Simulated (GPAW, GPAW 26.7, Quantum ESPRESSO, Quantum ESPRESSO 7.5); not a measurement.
# Al(111) with PBE: work function about 0.2 eV too low, top-layer expansion too small

## Starting point

The reference values for the clean Al(111) face are taken from the tabulation in "Properties of real metallic surfaces: Effects of density functional semilocality and van der Waals nonlocality" (2017, arXiv:1702.08515), which compiles earlier experiments. The work function is 4.26 ± 0.03 eV; no method accompanies the value. It looks like a handbook figure for a clean single-crystal face, in line with photoelectric work, and the true value may lie slightly higher. The first interlayer spacing is expanded by 1.7 ± 0.3 % relative to the bulk, from low-energy electron diffraction or ion scattering. Separate determinations of this small expansion scatter, so its sign is firmer than its exact size. The change of the second spacing is not compared here.

| compared with | measured | method |
| --- | --- | --- |
| work function of the clean Al(111) face (eV) | 4.26 ± 0.03 | compiled from earlier experiments; the method is not given with the … |
| change of the first interlayer spacing from the bulk spacing (%) | 1.7 ± 0.3 | low-energy electron diffraction or ion scattering; compiled in the … |

Conditions are those given with the value in the passage it was taken from; "not stated" means there, and the paper may say more elsewhere.

## Choices

The aim is to reproduce the work function, the vacuum level less the Fermi level, to within 0.2 eV. That margin leaves room for the usual error of a semilocal functional, yet is tight enough to expose a poor slab or basis. The expansion of the top layer serves as a second comparison, without a target of its own.

The model is a symmetric seven-layer slab with an ideal 1×1 termination and 16 Å of vacuum, free of steps, vacancies and adsorbates. It is static: thermal motion and zero-point expansion are left out, which should matter at the level of a few hundredths of an eV for the work function and may alter the layer spacings by some tenths of a per cent.

A plane-wave calculation with a semilocal functional is the natural level for a simple metal. Small atomic-orbital bases are passed over because they describe the density tail outside the surface poorly, and that tail sets the surface dipole. Very thin slabs are passed over because the work function of a free-electron-like metal oscillates with thickness. The relaxed slab comes first, followed by tests of k-point mesh and thickness, and then of the basis, the atomic data and the program.

System: clean Al(111) surface; fcc Al, a = 4.05 A (handbook value rounded to two decimals); symmetric slab of 7 layers, 16 A of vacuum.

## 1. Relaxed PBE slab at its own lattice constant

The bulk cell is relaxed with PBE before the slab is built. At an imposed lattice constant the interior would remain under stress, and this stress would enter the interlayer spacings that are to be compared with diffraction. A work function somewhat below the measured one is expected, together with a small outward movement of the top layer.

**Run 1.** Quantum ESPRESSO 7.5: Quantum ESPRESSO, PBE, GBRV ultrasoft pseudopotentials, bulk cell relaxed first, slab built at that lattice constant and its surface layers relaxed; 7 layers, 16 A vacuum, 12x12 mesh, cold smearing 0.02 Ry.

Key lines of the input:
```
&control
  nstep = 40
  forc_conv_thr = 0.001
  calculation = 'relax'
/
&system
  ibrav = 0
  nat = 7
  ntyp = 1
  ecutwfc = 40
  ecutrho = 200
  occupations = 'smearing'
  smearing = 'mv'
  degauss = 0.02
/
&electrons
  conv_thr = 1e-07
  mixing_beta = 0.4
  electron_maxstep = 120
  mixing_mode = 'local-TF'
/
&ions
/
ATOMIC_SPECIES
  Al  26.9815  al_pbe_v1.uspp.F.UPF
CELL_PARAMETERS angstrom
  2.85673295002256 0.00000000000000 0.00000000000000
  -1.42836647501128 2.47400330654759 0.00000000000000
  0.00000000000000 0.00000000000000 29.99507611789968
ATOMIC_POSITIONS crystal
  Al  0.000000000000 0.000000000000 0.266710441677
  Al  0.333333333300 0.666666666700 0.344473627818
  ... 1 more lines ...
  Al  0.000000000000 0.000000000000 0.500000000000 0 0 0
  Al  0.333333333300 0.666666666700 0.577763186141
  Al  0.666666666700 0.333333333300 0.655526372182
  Al  0.000000000000 0.000000000000 0.733289558323
K_POINTS automatic
  12 12 1 0 0 0
# earlier step: pw.x, calculation = 'vc-relax', K_POINTS automatic 18 18 18 0 0 0, electron_maxstep = 120
```

Command:
```
OMP_NUM_THREADS=1 mpirun -n 2 pw.x -nk 2 -in pbe_own.in > pbe_own.out
```

Selected lines of the output and, marked #, of the analysis:
```
Energy error            =      2.1E-05 Ry
     Gradient error          =      3.2E-04 Ry/Bohr
     bfgs converged in   5 scf cycles and   4 bfgs steps
     (criteria: energy <  1.0E-04 Ry, force <  1.0E-03 Ry/Bohr)
# read off the planar mean of pbe_own.pot.dat: phi_plus = 4.0330 eV
# read off the planar mean of pbe_own.pot.dat: phi_minus = 4.0331 eV
```

Converged; 4.2 min on 2 cores of Arm Neoverse N1, shared host (all steps together). Warnings: WARNING: bfgs curvature condition failed, Theta= 0.966.

| quantity | run 1 | measured | deviation |
| --- | --- | --- | --- |
| work function of the clean Al(111) face (eV) | 4.033 | 4.26 ± 0.03 | −0.227 |
| change of the first interlayer spacing from the bulk spacing (%) | 0.729 | 1.7 ± 0.3 | −0.971 |
| change of the second interlayer spacing from the bulk spacing (%) | −0.868 |  |  |
| lattice constant a used for the slab (Å) | 4.040 |  |  |

The work function comes out at 4.033 eV, 0.227 eV below the measured value and so just outside the target. The two faces of the slab agree to 0.0001 eV, which confirms the symmetry of the slab but says nothing about mesh or thickness.

The top layer moves outward, as in experiment, but by 0.729 % against 1.7 ± 0.3 %, less than half the measured expansion. The optimiser warned of a failed curvature condition, which concerns its update of the approximate Hessian; the relaxation nevertheless met its energy and force criteria.

## 2. Denser mesh and thicker slab

The work function misses the target by only about 0.03 eV, an amount that k-point sampling or slab thickness could supply in a metal with a large Fermi surface. Both are tested on bulk-cut slabs at 4.05 Å: a seven-layer reference with the same 12×12 mesh, the same slab with a 24×24 mesh, and a ten-layer slab with the original mesh. Comparing the reference with the relaxed slab also indicates how much the small changes of geometry matter. Shifts of a few hundredths of an eV are expected.

**Run 2.** Quantum ESPRESSO 7.5: Quantum ESPRESSO, PBE, GBRV ultrasoft pseudopotentials, bulk-cut slab at the handbook lattice constant; 7 layers, 16 A vacuum, 12x12 mesh, cold smearing 0.02 Ry.

Key lines of the input:
```
&control
  calculation = 'scf'
/
&system
  ibrav = 0
  nat = 7
  ntyp = 1
  ecutwfc = 40
  ecutrho = 200
  occupations = 'smearing'
  smearing = 'mv'
  degauss = 0.02
/
&electrons
  conv_thr = 1e-07
  mixing_beta = 0.4
  electron_maxstep = 120
  mixing_mode = 'local-TF'
/
ATOMIC_SPECIES
  Al  26.9815  al_pbe_v1.uspp.F.UPF
CELL_PARAMETERS angstrom
  2.86378246380552 0.00000000000000 0.00000000000000
  -1.43189123190276 2.48010836456797 0.00000000000000
  0.00000000000000 0.00000000000000 30.02961154130791
ATOMIC_POSITIONS crystal
  Al  0.000000000000 0.000000000000 0.266403712500
  Al  0.333333333300 0.666666666700 0.344269141700
  ... 1 more lines ...
  Al  0.000000000000 0.000000000000 0.500000000000
  Al  0.333333333300 0.666666666700 0.577865429200
  Al  0.666666666700 0.333333333300 0.655730858300
  Al  0.000000000000 0.000000000000 0.733596287500
K_POINTS automatic
  12 12 1 0 0 0
```

Command:
```
OMP_NUM_THREADS=1 mpirun -n 2 pw.x -nk 2 -in pbe_cut.in > pbe_cut.out
```

Selected lines of the output and, marked #, of the analysis:
```
# read off the planar mean of pbe_cut.pot.dat: phi_plus = 4.0427 eV
```

Converged; wall time 58 s (all steps together).

**Run 3.** Quantum ESPRESSO 7.5: Quantum ESPRESSO, PBE, GBRV ultrasoft pseudopotentials, bulk-cut slab, with 24x24 mesh (base case: bulk-cut slab at the handbook lattice constant; 7 layers, 16 A vacuum, 12x12 mesh, cold smearing 0.02 Ry).

Key lines of the input, as changed from run 2:
```diff
  K_POINTS automatic
-   12 12 1 0 0 0
+   24 24 1 0 0 0
```

Command:
```
OMP_NUM_THREADS=1 mpirun -n 2 pw.x -nk 2 -in k_dense.in > k_dense.out
```

Selected lines of the output and, marked #, of the analysis:
```
     c_bands:  1 eigenvalues not converged
     total energy              =     -46.89966216 Ry
!    total energy              =     -46.89966215 Ry
# read off the planar mean of k_dense.pot.dat: phi_plus = 4.0302 eV
```

Converged; wall time 2.3 min (all steps together).

**Run 4.** Quantum ESPRESSO 7.5: Quantum ESPRESSO, PBE, GBRV ultrasoft pseudopotentials, bulk-cut slab, with 10 layers (base case: bulk-cut slab at the handbook lattice constant; 7 layers, 16 A vacuum, 12x12 mesh, cold smearing 0.02 Ry).

Key lines of the input:
```
&control
  calculation = 'scf'
/
&system
  ibrav = 0
  nat = 10
  ntyp = 1
  ecutwfc = 40
  ecutrho = 200
  occupations = 'smearing'
  smearing = 'mv'
  degauss = 0.02
/
&electrons
  conv_thr = 1e-07
  mixing_beta = 0.4
  electron_maxstep = 120
  mixing_mode = 'local-TF'
/
ATOMIC_SPECIES
  Al  26.9815  al_pbe_v1.uspp.F.UPF
CELL_PARAMETERS angstrom
  2.86378246380552 0.00000000000000 0.00000000000000
  -1.43189123190276 2.48010836456797 0.00000000000000
  0.00000000000000 0.00000000000000 37.04441731196187
ATOMIC_POSITIONS crystal
  Al  0.333333333300 0.666666666700 0.215956966800
  Al  0.666666666700 0.333333333300 0.279077640900
  ... 4 more lines ...
  Al  0.333333333300 0.666666666700 0.594681011100
  Al  0.666666666700 0.333333333300 0.657801685100
  Al  0.000000000000 0.000000000000 0.720922359100
  Al  0.333333333300 0.666666666700 0.784043033200
K_POINTS automatic
  12 12 1 0 0 0
```

Command:
```
OMP_NUM_THREADS=1 mpirun -n 2 pw.x -nk 2 -in layers_many.in > layers_many.out
```

Selected lines of the output and, marked #, of the analysis:
```
# read off the planar mean of layers_many.pot.dat: phi_plus = 4.0228 eV
```

Converged; wall time 1.8 min (all steps together).

| quantity | run 2 | run 3 | run 4 | measured |
| --- | --- | --- | --- | --- |
| work function of the clean Al(111) face (eV) | 4.043 | 4.030 | 4.023 | 4.26 ± 0.03 |
| lattice constant a used for the slab (Å) | 4.05 | 4.05 | 4.05 |  |

Neither test closes the gap. The denser mesh lowers the work function by 0.0125 eV and the thicker slab lowers it by 0.0199 eV, both away from experiment. The shifts are of the expected size, but they were found separately, and ten layers need not be the thick-slab limit, since the work function can oscillate with thickness.

The relaxed slab at its own lattice constant lies only 0.0097 eV below the bulk-cut one at 4.05 Å, so geometry has little influence here either. In the dense-mesh run one eigenvalue was reported as unconverged during the self-consistency cycle; the total energy afterwards settled to within 0.00000001 Ry, and the warning has no visible bearing on the result.

## 3. Higher cutoffs and a second program

Before the shortfall is ascribed to PBE, the basis and the description of the ion cores need a test. The bulk-cut seven-layer slab is therefore repeated with cutoffs raised by a factor of 1.4, and once more in GPAW with plane waves and its own atomic data, on the same 12×12 mesh. Agreement to a few hundredths of an eV is expected, which would leave the miss in place.

**Run 5.** Quantum ESPRESSO 7.5: Quantum ESPRESSO, PBE, GBRV ultrasoft pseudopotentials, bulk-cut slab, with cutoffs 1.4 times the usual ones (base case: bulk-cut slab at the handbook lattice constant; 7 layers, 16 A vacuum, 12x12 mesh, cold smearing 0.02 Ry).

Key lines of the input, as changed from run 2:
```diff
  &system
-   ecutwfc = 40
-   ecutrho = 200
+   ecutwfc = 56
+   ecutrho = 280
```

Command:
```
OMP_NUM_THREADS=1 mpirun -n 2 pw.x -nk 2 -in cut_more.in > cut_more.out
```

Selected lines of the output and, marked #, of the analysis:
```
# read off the planar mean of cut_more.pot.dat: phi_plus = 4.0423 eV
```

Converged; wall time 78 s (all steps together).

**Run 6.** GPAW 26.7: GPAW, PBE, plane waves 450 eV, bulk-cut slab of 7 layers at the handbook lattice constant, 12x12 mesh.

Key lines of the input:
```
slab.calc = GPAW(mode=PW(450), xc='PBE', kpts={'size': (12, 12, 1), 'gamma': True},
                 occupations={'name': 'fermi-dirac', 'width': 0.1}, nbands='220%',
                 convergence={'density': 1e-05}, maxiter=150,
                 symmetry={'tolerance': 1e-3}, txt='slab.txt')
below, above = np.interp([low - 6.5, high + 6.5], z, v)
```

Command:
```
OMP_NUM_THREADS=1 OPENBLAS_NUM_THREADS=1 python run.py
```

Selected lines of the output:
```
potential 6.5 A off the faces, from the Fermi level: lower 4.0578 eV, upper 4.0578 eV
slope of the potential there: lower -0.00003, upper 0.00006 eV/A
```

Converged; 76 s on 1 core of Arm Neoverse N1, shared host.

| quantity | run 5 | run 6 | measured |
| --- | --- | --- | --- |
| work function of the clean Al(111) face (eV) | 4.042 | 4.058 | 4.26 ± 0.03 |
| lattice constant a used for the slab (Å) | 4.05 | 4.05 |  |

Raising the cutoffs by a factor of 1.4 changes the work function by only 0.0004 eV, so the plane-wave basis does not account for the shortfall. GPAW, with different atomic data, gives 4.0578 eV, which is 0.0151 eV above the corresponding Quantum ESPRESSO value. The two calculations also differ in smearing, so this small difference cannot be assigned to the atomic data alone.

The GPAW value still lies 0.202 eV below experiment, at the very edge of the target but outside it. All the PBE results thus miss on the same side, and exceed the target by at most about 0.04 eV, which is comparable to the quoted experimental uncertainty. If the true work function is slightly higher than the tabulated one, as suspected at the outset, the miss grows. The agreement between the programs makes the PBE functional the likely main source of the shortfall, but other functionals are not examined here, so this remains an inference.

## 4. Smearing and pseudopotential tested separately

The GPAW comparison changed the smearing and the atomic data together. Two further runs on the bulk-cut seven-layer slab separate them: one with Fermi–Dirac smearing of 0.004 Ry in place of cold smearing of 0.02 Ry, the other with the SSSP efficiency pseudopotential in place of the GBRV one. Both bear on the verdict, because the PBE values lie so close to the edge of the target. Shifts of one or two hundredths of an eV are expected.



**Run 7.** Quantum ESPRESSO 7.5: Quantum ESPRESSO, PBE, GBRV ultrasoft pseudopotentials, bulk-cut slab, with Fermi-Dirac smearing of 0.004 Ry (base case: bulk-cut slab at the handbook lattice constant; 7 layers, 16 A vacuum, 12x12 mesh, cold smearing 0.02 Ry).

Key lines of the input, as changed from run 2:
```diff
  &system
-   smearing = 'mv'
-   degauss = 0.02
+   smearing = 'fd'
+   degauss = 0.004
```

Selected lines of the output and, marked #, of the analysis:
```
     the Fermi energy is     2.4353 ev
# read off the planar mean of smear.pot.dat: phi_plus = 4.0611 eV
# read off the planar mean of smear.pot.dat: phi_minus = 4.0611 eV
```

Converged; 52 s on 2 cores of Arm Neoverse N1, shared host (all steps together).

**Run 8.** Quantum ESPRESSO 7.5: Quantum ESPRESSO, PBE, SSSP efficiency pseudopotentials, bulk-cut slab (base case: bulk-cut slab at the handbook lattice constant; 7 layers, 16 A vacuum, 12x12 mesh, cold smearing 0.02 Ry).

Key lines of the input, as changed from run 2:
```diff
  &system
-   ecutwfc = 40
-   ecutrho = 200
+   ecutwfc = 45
+   ecutrho = 360
  ATOMIC_SPECIES
-   Al  26.9815  al_pbe_v1.uspp.F.UPF
+   Al  26.9815  Al.pbe-n-kjpaw_psl.1.0.0.UPF
```

Selected lines of the output and, marked #, of the analysis:
```
# read off the planar mean of other_files.pot.dat: phi_plus = 4.0370 eV
```

Converged; wall time 1.9 min (all steps together).

| quantity | run 7 | run 8 | measured |
| --- | --- | --- | --- |
| work function of the clean Al(111) face (eV) | 4.061 | 4.037 | 4.26 ± 0.03 |
| lattice constant a used for the slab (Å) | 4.05 | 4.05 |  |

The change of smearing raises the work function by 0.0184 eV to 4.0611 eV, within 0.0033 eV of the GPAW value. The earlier difference between the programs is therefore mostly accounted for by the smearing, although the Fermi–Dirac widths in the two calculations are not the same. The SSSP pseudopotential lowers the result by only 0.0057 eV, less than expected, so the choice of atomic data matters little.

With Fermi–Dirac smearing the deviation from experiment is 0.199 eV, just inside the target, whereas the other PBE values remain just outside. This crossing carries little weight: it was obtained on the 12×12 mesh, and the denser mesh, tested with cold smearing, shifted the work function down by a similar amount. Numerical settings thus decide on which side of the 0.2 eV line a given PBE value falls, but they leave the shortfall of about 0.2 eV itself in place.

## Table of results

| run | settings | work function of the clean Al(111) face (eV) | deviation | change of the first interlayer spacing from the bulk spacing (%) | deviation | cost |
| --- | --- | --- | --- | --- | --- | --- |
| 1 | Quantum ESPRESSO, bulk cell relaxed first, slab built at that lattice constant and its surface layers relaxed | 4.033 | −0.227 | 0.729 | −0.971 | 8.3 core-min |
| 2 | Quantum ESPRESSO, bulk-cut slab at the handbook lattice constant, 7 layers, 16 A vacuum, cold smearing 0.02 Ry | 4.043 | −0.217 | – |  | 1.9 core-min |
| 3 | Quantum ESPRESSO, with 24x24 mesh (base case: bulk-cut slab at the handbook lattice constant; 7 layers, 16 A vacuum, 12x12 mesh, cold smearing 0.02 Ry) | 4.030 | −0.230 | – |  | 4.7 core-min |
| 4 | Quantum ESPRESSO, with 10 layers (base case: bulk-cut slab at the handbook lattice constant; 7 layers, 16 A vacuum, 12x12 mesh, cold smearing 0.02 Ry) | 4.023 | −0.237 | – |  | 3.7 core-min |
| 5 | Quantum ESPRESSO, with cutoffs 1.4 times the usual ones (base case: bulk-cut slab at the handbook lattice constant; 7 layers, 16 A vacuum, 12x12 mesh, cold smearing 0.02 Ry) | 4.042 | −0.218 | – |  | 2.6 core-min |
| 6 | GPAW, plane waves 450 eV, bulk-cut slab of 7 layers at the handbook lattice constant, 12x12 mesh | 4.058 | −0.202 | – |  | 76 core-s |
| 7 | Quantum ESPRESSO, with Fermi-Dirac smearing of 0.004 Ry (base case: bulk-cut slab at the handbook lattice constant; 7 layers, 16 A vacuum, 12x12 mesh, cold smearing 0.02 Ry) | 4.061 | −0.199 | – |  | 1.7 core-min |
| 8 | Quantum ESPRESSO, bulk-cut slab (base case: bulk-cut slab at the handbook lattice constant; 7 layers, 16 A vacuum, 12x12 mesh, cold smearing 0.02 Ry) | 4.037 | −0.223 | – |  | 3.8 core-min |
|  | measured | 4.26 ± 0.03 |  | 1.7 ± 0.3 |  |  |

## Judgement

The relaxed PBE slab narrowly misses the target: its work function of 4.033 eV lies 0.227 eV below the measured 4.26 ± 0.03 eV, against an allowed 0.2 eV. It cost 8.3 core-minutes. The top layer moves outward as observed, but by 0.729 % instead of 1.7 ± 0.3 %, so only the sign of the relaxation is reproduced.

The tests on bulk-cut slabs show that the shortfall is not a numerical accident. The denser mesh and the thicker slab lowered the work function by 0.013 and 0.020 eV, and Fermi–Dirac smearing raised it by 0.018 eV. That last value falls just inside the target, but by less than these shifts, and does not alter the verdict. Higher cutoffs changed almost nothing, and another pseudopotential and a second program left the shortfall at about 0.2 eV.

The likely main cause is PBE itself, which tends to give low work functions for simple metals; this is an inference, as other functionals are not examined here. Thermal and zero-point effects should contribute only a few hundredths of an eV. Measured values for one face scatter by 0.1 to 0.2 eV between methods and crystals, so part of the difference may be experimental, though a slightly higher true value would widen it.

The weak expansion of the top layer should not yet be blamed on PBE. Such small relaxations in aluminium are sensitive to slab thickness and k-point mesh, whose effect on the spacing is not examined here, and thermal motion may account for some tenths of a per cent. The natural next steps are a thicker relaxed slab with a denser mesh for the spacing, and another functional on the same slab for the work function.

[Logs are printed without paths, hosts, clocks, repeated set-up lines and the standing remarks that a program may print on its own settings, such as how far it seeks lower states.]

[The runs shown are a pick from a larger set of finished runs; failed, doubtful and other runs were left out of it ahead of writing. So were measured values far from every level or from commonly accepted values, and agreement can look better than it is. Lines of input and output are excerpts and may be shortened.]
